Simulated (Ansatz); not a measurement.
## Ligand exchange: C2H5FSn + Si(CH3)3(NH2) → C2H7NSn + Si(CH3)3F

Species: C2H5FSn `C[CH2][Sn][F]`, singlet; Si(CH3)3(NH2), singlet; C2H7NSn `C[CH2][Sn][NH2]`, singlet; Si(CH3)3F (trimethylsilyl fluoride), singlet. The partners trade F for NH2: Sn–F and Si–NH2 bonds give way to Sn–NH2 and Si–F.

Shapes, held fixed at every level: PBE0-D4/def2-TZVP. Flexible molecules stand in one conformer, not always the lowest. Programs: Ansatz 0.2.0. The zero-point and thermal change to 298 K, harmonic and unscaled (PBE0-D4/def2-TZVP), is +0.9 kJ/mol.

```tsv
level	kind	ΔH(298 K) (kJ/mol)	less CCSD(T)/def2-TZVPP
HF/def2-TZVPP	Hartree–Fock	-41.1	+5.8
r2SCAN-D4/def2-TZVPP	meta-GGA	-40.3	+6.6
BHLYP-D4/def2-TZVPP	global hybrid	-39.3	+7.6
wB97M-V/def2-TZVPP	range-separated hybrid	-37.2	+9.7
MP2/def2-SVP	perturbation theory	-42.2	+4.7
MP2/def2-TZVPP	perturbation theory	-48.1	-1.2
CCSD(T)/def2-TZVPP	coupled cluster or CI	-46.9	0.0
```

The highest level, CCSD(T)/def2-TZVPP, gives ΔH(298 K) = -46.9 kJ/mol; the levels span -48.1 to -37.2. The column of differences is taken from that level and isn't an error. No measured value is set beside it here. For atoms past krypton def2 sets carry core potentials with scalar relativity. Outer-core shells of Sn are correlated in most correlated rows, in sets that cover them unevenly.

The exchange is exothermic at every level, and the small thermal term shows that the preference is electronic. Hartree–Fock already gives -41.1 kJ/mol against -46.9 with CCSD(T), so most of the driving force lies in mean-field bonding rather than in correlation. The main reason is probably the exceptional strength of the short, strongly polar Si–F bond: replacing nitrogen by fluorine gains more at silicon than it costs at the larger, softer tin. Donation from the amide lone pair into the formally empty 5p orbital of the tin(II) centre probably helps too, since nitrogen is a better π donor than fluorine.

The density functionals all give a less exothermic reaction than CCSD(T), but the shortfall doesn't follow the share of exact exchange. MP2 moves from -42.2 to -48.1 kJ/mol with the larger basis, so its closeness to CCSD(T) there doesn't establish a converged value. The direction of exchange is well supported for the isolated monomers, but aggregation through fluoride or amide bridges, common for stannylenes, could shift the balance in condensed phases.
